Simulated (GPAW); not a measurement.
# Static electronic dielectric constant of KI from LDA and PBE linear response: kernel, scissors shift and convergence settings

Potassium iodide is an ionic rock-salt crystal of K⁺ and I⁻, and the filled 5p shell of the large iodide ion supplies most of its electronic polarisation. That polarisation sets the refractive index at infrared wavelengths where neither the lattice nor the electrons absorb.

Our brief is an uncoated KI window in air that reflects at most 8% of the light at each face at normal incidence. We also need a routine setting for calculating ε∞. It must lie within 0.03 of the densest LDA run in the random-phase approximation (RPA) without a scissors shift, which gives 2.73, and it should use the smallest product of k points and bands. That reference is a calculation, so the tolerance covers numerical error only. The error of the level itself is carried separately into the reflectance.

## Computational details

The measured cell of a diffraction database, fixed. GPAW 26.7.0, plane waves with PAW (cutoff 450 eV in every listed row), no spin polarisation, no spin-orbit coupling, clamped ions. Each name gives functional, response level, k mesh, size of the sum over states, local-field cutoff and any scissors shift of the empty bands; line broadening 0.1 eV. The smallest direct gap met is 3.61 eV, from LDA bands at a plane-wave cutoff of 250 eV; at 450 eV the LDA gap is very slightly wider. An LDA RPA response run at 250 eV also converged but is left out of the table, so the effect of the plane-wave cutoff on ε∞ is not shown here. The runs were spread over Arm Neoverse V2, Intel(R) Xeon(R) 6975P-C (Granite Rapids) and Intel(R) Xeon(R) Platinum 8375C CPU @ 2.90GHz (Ice Lake), shared with other work, so times are rough and not strictly comparable between rows.

Notes on method and selection:

- Spin-orbit coupling is left out; with atoms heavier than cadmium it mostly narrows gaps and raises ε∞.
- Meshes coarser than about 0.2 1/Å can put ε∞ too high by tens of per cent where the direct gap is small.
- Runs that did not converge, have known faults or may not be shown are not listed, and runs on Ansatz's PAW sets soft_1 and soft_2 are kept to separate tables.

Columns:

- bands: bands in the sum.
- scissors (eV): scissors shift.
- k spacing (1/Å): k-point spacing.
- ε∞: real dielectric constant at zero frequency.
- cost (core-s): processor time of the response step.

## Numbers

| member | bands | local-field cutoff (eV) | scissors (eV) | k spacing (1/Å) | ε∞ | cost (core-s) |
| --- | --- | --- | --- | --- | --- | --- |
| LDA, Bootstrap, 12×12×12, 50 bands, 60 eV, scissors 1 eV | 50 | 60 | 1 | 0.13 | 3.13 | 19 |
| LDA, Bootstrap, 18×18×18, 50 bands, 100 eV, scissors 1 eV | 50 | 100 | 1 | 0.09 | 3.12 | 39 |
| LDA, ALDA, 12×12×12, 50 bands, 60 eV | 50 | 60 | 0 | 0.13 | 2.96 | 24 |
| LDA, ALDA, 18×18×18, 50 bands, 100 eV | 50 | 100 | 0 | 0.09 | 2.93 | 45 |
| LDA, RPA, 12×12×12, 50 bands, 20 eV | 50 | 20 | 0 | 0.13 | 2.82 | 17 |
| LDA, RPA, 6×6×6, 50 bands, 60 eV | 50 | 60 | 0 | 0.26 | 2.74 | 7.7 |
| LDA, RPA, 12×12×12, 50 bands, 60 eV | 50 | 60 | 0 | 0.13 | 2.73 | 21 |
| LDA, RPA, 18×18×18, 50 bands, 100 eV | 50 | 100 | 0 | 0.09 | 2.73 | 39 |
| LDA, RPA, 12×12×12, 50 bands, 120 eV | 50 | 120 | 0 | 0.13 | 2.73 | 41 |
| LDA, RPA, 12×12×12, 22 bands, 60 eV | 22 | 60 | 0 | 0.13 | 2.72 | 15 |
| PBE, RPA, 12×12×12, 50 bands, 60 eV | 50 | 60 | 0 | 0.13 | 2.60 | 20 |
| LDA, RPA, 12×12×12, 50 bands, 60 eV, scissors 1 eV | 50 | 60 | 1 | 0.13 | 2.55 | 20 |
| LDA, RPA, 18×18×18, 50 bands, 100 eV, scissors 1 eV | 50 | 100 | 1 | 0.09 | 2.55 | 39 |
| LDA, RPA, 18×18×18, 50 bands, 100 eV, scissors 2 eV | 50 | 100 | 2 | 0.09 | 2.41 | 39 |

## Interpretation

The physical choices move ε∞ far more than the numerical settings varied in the table, once the local-field cutoff reaches 60 eV.

The kernel matters most. On the 18×18×18 mesh, ALDA raises the LDA value from 2.73 to 2.93. With a 1 eV scissors shift in both runs, Bootstrap raises it from 2.55 to 3.12. RPA keeps only the classical repulsion between induced charges. Both kernels add an exchange-correlation attraction that weakens this repulsion, so the crystal polarises more easily.

A scissors shift works the other way, because transitions of higher energy polarise less. The first eV lowers ε∞ by 0.18 and the second by 0.14. This flattening follows ε∞ − 1 = A/(E + Δ), where Δ is the shift and E an effective transition energy. This form is expected roughly if the shift changes the transition energies but leaves the dipole matrix elements alone. At a shift of 1 eV, ε∞ − 1 is 2.55 − 1 = 1.55. The first two dense RPA values then give E = 1.55 / 0.18 = 8.6 eV and A = 1.73 × 8.6 = 14.9 eV. At 2 eV the formula then predicts 1 + 14.9 / 10.6 = 2.41, as calculated, whereas a straight line through the same two values gives 2.55 − 0.18 = 2.37. This is a single test, within LDA and RPA. E lies well above the LDA direct gap of about 3.6 eV because transitions far above the edge contribute strongly.

Replacing LDA by PBE on the same cell lowers ε∞ by 0.13. PBE gives the wider gap here, which has the right sign but need not account for the whole drop.

Among the numerical settings, raising the local-field cutoff from 20 to 60 eV lowers ε∞ by 0.09, and going on to 120 eV leaves it at 2.73. Too low a cutoff omits short-wavelength fields that oppose the polarisation. Changing the mesh from 6×6×6 to 12×12×12, or the sum from 22 to 50 bands, moves the result by only 0.01.

## Members off the line

The two Bootstrap rows are the highest in the table, at 3.13 and 3.12, although their scissors shift by itself lowers ε∞. Their close agreement across two meshes and cutoffs speaks against a convergence fault. We trust them as results of that kernel, but not as the best estimate for KI. Local functionals usually underestimate alkali-halide gaps by more than 1 eV, so a strongly attractive kernel is probably being combined with a gap that is still too small.

The RPA row with a 20 eV local-field cutoff, at 2.82, is under-converged and should not be used.

ALDA falls from 2.96 to 2.93 between its two settings, while RPA stays at 2.73. Mesh and cutoff change together there. Slower convergence of the ALDA kernel with cutoff is a possible cause.

## Price of accuracy

The clearest saving comes from the k mesh. At 50 bands and 60 eV, the LDA RPA response step takes 7.7 core-s on 6×6×6 and 21 core-s on 12×12×12. The extra factor of 21 / 7.7 = 2.7 changes ε∞ by only 0.01. The 18×18×18 run with a 100 eV cutoff takes 39 core-s, about five times the coarse run, and again differs from it by 0.01.

The scissors shift and the Bootstrap kernel add no cost that these rough times can resolve. ALDA takes longer than RPA at both settings, by factors of 24 / 21 = 1.14 and 45 / 39 = 1.15, though on shared machines the size of that excess is uncertain. Even so, the four LDA runs on 12×12×12 with 50 bands and 60 eV stay within 19 to 24 core-s, while their ε∞ runs from 2.55 to 3.13. The physically important choices thus cost little beside the factor of 2.7 for the denser mesh. The times cover the response step alone.

## Choosing a member

We convert ε∞ to a refractive index and then to the reflectance of one face in air:

n = √ε∞, R = ((n − 1)/(n + 1))²

| Setting or level | ε∞ | R per face |
| --- | --- | --- |
| LDA, RPA, 6×6×6, 50 bands, 60 eV | 2.74 | 6.1% |
| LDA, RPA, 12×12×12, 22 bands, 60 eV | 2.72 | 6.0% |
| LDA, RPA, 18×18×18, 100 eV, scissors 2 eV | 2.41 | 4.7% |
| LDA, Bootstrap, 12×12×12, 60 eV, scissors 1 eV | 3.13 | 7.7% |

The last two rows are the lowest and highest ε∞ in the results, so every listed level meets the 8% limit. Solving the formula above for R = 0.08 puts the limit on ε∞ at about 3.2. Bootstrap passes by only 3.2 − 3.13 = 0.07, a thin margin.

For the routine setting we screen the LDA RPA rows without a scissors shift. The 20 eV cutoff fails, being 0.09 above the reference. The others lie within 0.01 of it.

**Our pick is the 6×6×6 mesh with 50 bands and a 60 eV local-field cutoff, at a plane-wave cutoff of 450 eV.** Its nominal size, k points times bands, is 6 × 6 × 6 × 50 = 10800. The runner-up, 12×12×12 with 22 bands, has 12 × 12 × 12 × 22 = 38016. No row combines the 6×6×6 mesh with 22 bands, so the pick is the smallest among the listed settings only.

The level has two known errors of opposite sign: the LDA gap is too small, which raises ε∞, and RPA omits the exchange-correlation attraction, which lowers it. If we assume a rough 10% for what remains, the range runs from 2.74 × 0.9 = 2.47 to 2.74 × 1.1 = 3.01, or a reflectance of 4.9% to 7.2% by the formula above. The window would fail if the true ε∞ were more than 3.2 / 2.74 = 1.17 times the pick, that is, about 17% higher.

The choice of mesh would be overturned by a crystal with a small direct gap, where a spacing of 0.26 1/Å can put ε∞ too high by tens of per cent. It would also need checking for ALDA or Bootstrap, for which no 6×6×6 row is shown.

## Rules of thumb and their limits

For KI at this fixed cell, LDA with RPA and no scissors shift varies by only about 0.01 to 0.02 among the listed meshes from 6×6×6 upwards and sums of 22 to 50 bands, provided the local-field cutoff is at least 60 eV. No row goes beyond 50 bands, and all use a plane-wave cutoff of 450 eV, so the rule does not cover a lower one. The remaining uncertainty lies in the kernel and the gap.

One omitted effect exceeds the table's whole spread of 3.13 − 2.41 = 0.72. The ions are clamped, and in alkali halides their motion typically adds roughly 2 or more to the dielectric constant at low frequency. These values therefore suit infrared optics at frequencies well above the lattice absorption, not a capacitor. Spin-orbit coupling on iodine should raise ε∞, probably by no more than a few per cent, which is well inside the spread.
